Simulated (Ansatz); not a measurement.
Electron–phonon coupling and T_c of Sr (computed with Ansatz 0.2.0)

Space group Fm-3m (No. 225), 1 atom in the cell of the first input below: a = 4.259 Å, b = 4.259 Å, c = 4.259 Å, α = 60.00°, β = 60.00°, γ = 60.00°.

The cell was built from a prototype of a structure type listed for this element, relaxed without spin–orbit coupling to zero pressure (pressure 0.0 GPa with this functional, without spin–orbit coupling). Functional: PBE.

Input:

```yaml
crystal:
  lattice:
    - [0.0, 3.0115487189, 3.0115487189]
    - [3.0115487189, 0.0, 3.0115487189]
    - [3.0115487189, 3.0115487189, 0.0]
  atoms:
    - { symbol: Sr, position: [0.0, 0.0, 0.0] }
basis:
  ecutwfc: 420
  ecutrho_ratio: 4
kpoints:
  mp_grid: { grid: [12, 12, 12] }
hamiltonian:
  xc: pbe
scf:
  occupations: { method: methfessel_paxton, width: 0.2 }
output: {}
phonons:
  supercell: [3, 3, 3]
  qpath:
    path:
      - [[0.0, 0.0, 0.0], [0.5, 0.0, 0.5], [0.625, 0.25, 0.625]]
      - [[0.375, 0.375, 0.75], [0.0, 0.0, 0.0], [0.5, 0.5, 0.5], [0.5, 0.25, 0.75], [0.5, 0.0, 0.5]]
    npoints: 6
  electrical_resistivity: { mesh: [24, 24, 24], temperatures: [50, 100, 200, 300, 500] }
  superconductivity: { mesh: [24, 24, 24], eliashberg_equations: false }
```

```bash
ansatz run input.yaml --threads 8 --pin off --max-ram 15360MiB --backend cpu --events-out ev --progress --plain --runs-dir out
```

Time: 66 s on 8 threads of AMD EPYC 7R43 64-Core Processor (Zen 3), with other jobs on the host, peak memory 13 GiB.

On the finest mesh λ = 0.1559, ω_log = 7.177 meV, N(E_F) = 1.241 states per eV, spin and cell. λ by mesh: 24×24×24 0.156, 12×12×12 0.154, 6×6×6 0.360. ω_log by mesh: 7.18, 7.76, 8.77 meV.

Q: What T_c does McMillan's formula in the Allen–Dynes form give for μ* = 0.10?

A: T_c = (ω_log/1.2) exp[−1.04(1+λ)/(λ − μ*(1+0.62λ))] = (83.29 K/1.2) × exp(−1.2021/0.0462) = a value under 10^-9 K, that is no superconductivity at this level. By mesh, finest first, the same formula gives 0.00, 0.00, 0.22 K.

Caveats: small supercell, couplings not converged in it.

At ambient pressure, fcc Sr comes out as a very weak-coupling metal: λ only slightly exceeds μ*, so Coulomb repulsion cancels most of the phonon-mediated attraction and the exponential suppresses T_c. This agrees with the absence of observed superconductivity in Sr at ambient pressure. The soft lattice would by itself favour a larger λ, so the weak coupling probably reflects small electron–phonon matrix elements for the states at the Fermi level. The 0.22 K on the coarsest mesh is a sampling artefact, since λ falls from 0.360 to 0.154 on the next mesh and then barely moves.

The N(E_F) of 1.241 looks too high against the measured electronic specific heat, probably because broadening and finite sampling blur the steep density of states where s and d bands overlap. The result says nothing about compressed Sr, where s-to-d charge transfer and structural changes accompany the known superconductivity.
